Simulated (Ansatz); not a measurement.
# GaHCl2O (SMILES [OH][Ga]([Cl])[Cl]): the electronic atomisation energy, rung by rung

GaHCl2O has 5 atoms, charge 0, and is taken as a singlet. As SMILES, `[OH][Ga]([Cl])[Cl]`. The coordinates come from a PBE0-D4/def2-TZVP relaxation.

Quantity: the electronic atomisation energy, in eV. The values are calculated. Electronic energies at fixed atoms, without zero-point motion or spin-orbit coupling.

| level | kind | program | value (eV) | CPU time (all runs) |
| --- | --- | --- | --- | --- |
| PBE/def2-SVP | GGA | Ansatz | 16.33 | 8.9 s |
| r2SCAN/def2-SVP | meta-GGA | Ansatz | 16.29 | 28 s |
| PBE0/def2-SVP | global hybrid | Ansatz | 15.92 | 8.9 s |
| CAM-B3LYP/def2-SVP | range-separated hybrid | Ansatz | 15.81 | 10 s |
| HSE06/def2-SVP | range-separated hybrid | Ansatz | 15.94 | 12 s |
| PBE-QIDH/def2-SVP | double hybrid | Ansatz | 15.87 | 12 s |
| RPA@PBE/def2-SVP | RPA | Ansatz | 13.74 | 14 s |
| MP2/def2-SVP | perturbation theory | Ansatz | 15.81 | 3.3 s |
| CCSD/def2-SVP | coupled cluster or CI | Ansatz | 14.88 | 13 s |

All-electron rows without a relativistic Hamiltonian named are non-relativistic. Correlated wave functions underbind in double-zeta sets. The values span 13.74 to 16.33 eV. In the correlated wave-function rows the outer d shell of Ga is correlated, in sets not made for it. In so small a basis fixed costs decide the times, and correlated methods can beat functionals. Times are those of the runs behind each value, whatever else they computed, on shared processors of several kinds: orders of magnitude only.

Every functional with exact exchange binds the molecule less strongly than PBE and r2SCAN, while CCSD and especially RPA lie well below them all. Atomisation is a demanding test because it turns a closed-shell molecule with polar Ga–Cl, Ga–O and O–H bonds into open-shell atoms. Electron pairs are broken, so errors in exchange and correlation cancel poorly between the two sides, and the spread probably reflects this imbalance more than any peculiarity of gallium bonding.

PBE0 and HSE06 nearly coincide, at 15.92 and 15.94 eV, so screening the long-range exchange hardly matters for so compact a molecule. MP2 matches CAM-B3LYP at 15.81 eV, but the drop to 14.88 eV with CCSD shows that the perturbation series has not settled at second order, and the match is no evidence that either value is accurate. The sum over all bonds also says nothing about how readily the monomer would associate through hydroxide or chloride bridges, as electron-poor gallium(III) centres commonly do.
